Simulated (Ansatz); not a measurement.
Ru: energy along a strain

Ru, P6_3/mmc, a = 2.706 Å, c = 4.282 Å (as given, not relaxed at this level: 4.5 GPa). Ansatz: PBE, PAW, 420 eV, Γ-centred 24×24×12 mesh on 2 atoms, Gaussian smearing 0.15 eV; no spin polarisation. Cell vectors (Å): 2.706 0.000 0.000; -1.353 2.343 0.000; 0.000 0.000 4.282. The cell is strained by x per cent times the pattern (0 0 1 0 0 0) in the order xx yy zz yz xz xy (engineering shears), with fractional coordinates held. y is the free energy over the start, V0 = 13.575 Å³/atom. Points with a strain past 8.5 % were computed too (3) and aren't used here.

```
x (%) y (meV/atom)
-7.50        215.36
-5.00         95.74
-2.50         26.56
 0.00          0.00
 2.50             ?
 5.00         46.53
 7.50        107.56
```

Task: Fit y = c1 x + c2 x² + c3 x³ to the other rows, get the stiffness along the pattern, and predict the missing energy.

Result: Least squares on the rows shown. y = −3.0788 x + 2.8661 x² − 0.073075 x³. The clamped-ion stiffness p·C·p = 2 × 28.66 eV × 160.2 / 13.575 Å³ = 676 GPa, which is C33 in these axes (second derivative at the start, which stands under stress). At x = 2.50 the fit asked for gives 9.07 meV/atom. The run gave 8.80 meV/atom, so the fit is 0.27 meV/atom too high, within the rms miss on the fitted rows (0.37 meV/atom).

Ru resists strain along c strongly, as expected for a metal near the middle of the 4d series, where bonding d states are largely filled and antibonding ones largely empty. The curve is clearly lopsided: 7.50 % compression costs 215.36 meV/atom, the same extension only 107.56. Part of this comes from the negative linear term, since the starting cell is already compressed along c and gains energy on slight stretching. The rest is true anharmonicity, carried by the negative cubic term: overlap repulsion rises steeply as the layers approach, while the bonding weakens as they separate.

Holding the fractional coordinates costs nothing here, because this strain keeps the hcp symmetry and the atomic sites have no free parameter. The 676 GPa is therefore also the relaxed-ion value for this cell, though the compression probably raises it above that of the unstressed metal. With the basal plane held fixed, it is a uniaxial-strain modulus, and Young's modulus along c would also need the in-plane and coupling constants.
